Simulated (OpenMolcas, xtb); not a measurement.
How methods differ on CH3FSi (SMILES F[C][SiH3])

CH3FSi has 6 atoms, charge 0, and is taken as a triplet. As SMILES, `F[C][SiH3]`. The shape is that of a GFN2-xTB optimisation.

Quantity: the dipole moment, in D. The values are calculated.

| level | kind | program | value (D) |
| --- | --- | --- | --- |
| GFN2-xTB | semi-empirical | xtb | 1.40 |
| GFN0-xTB | semi-empirical | xtb | 1.91 |
| GFN1-xTB | semi-empirical | xtb | 0.73 |
| ROHF/ANO-RCC-MB (DKH2) | Hartree–Fock | OpenMolcas | ? |
| UHF/STO-3G | Hartree–Fock | OpenMolcas | 1.09 |
| UHF/3-21G | Hartree–Fock | OpenMolcas | 1.78 |
| UHF/def2-SVP | Hartree–Fock | OpenMolcas | 1.49 |
| UHF/6-31G** (RICD fitting, Cartesian functions) | Hartree–Fock | OpenMolcas | 1.44 |
| UHF/pc-2 (Cholesky decomposition) | Hartree–Fock | OpenMolcas | 1.45 |
| UPBE/3-21G | GGA | OpenMolcas | 0.98 |

Problem. Estimate the missing values from the other rows.

Solution. As computed at these levels: ROHF/ANO-RCC-MB (DKH2): 1.75 D. The values span 0.73 to 1.91 D. Magnitudes only: a small dipole may point the other way at some levels. Sets without polarisation functions give poor dipoles.

The polarised-basis UHF dipoles lie close together, from 1.44 to 1.49 D, so the Hartree–Fock value is nearly settled with respect to basis for this triplet carbene. The two minimal sets disagree, at 1.09 and 1.75 D, so basis size alone does not fix the charge distribution. The moment is a balance of bond contributions: fluorine withdraws σ density from the carbene carbon but returns some through its π lone pair, while electropositive silicon gives up density to both carbon and its hydridic hydrogens. Modest shifts in any of these terms can therefore change the total noticeably. In the same 3-21G basis, the moment falls from 1.78 D with UHF to 0.98 D with PBE, probably because Hartree–Fock exaggerates bond ionicity. The three tight-binding models span the whole range, so the closeness of GFN2-xTB to the polarised UHF results may be fortuitous. Without a correlated calculation in a polarised basis, the UHF cluster shows basis consistency rather than the true dipole.
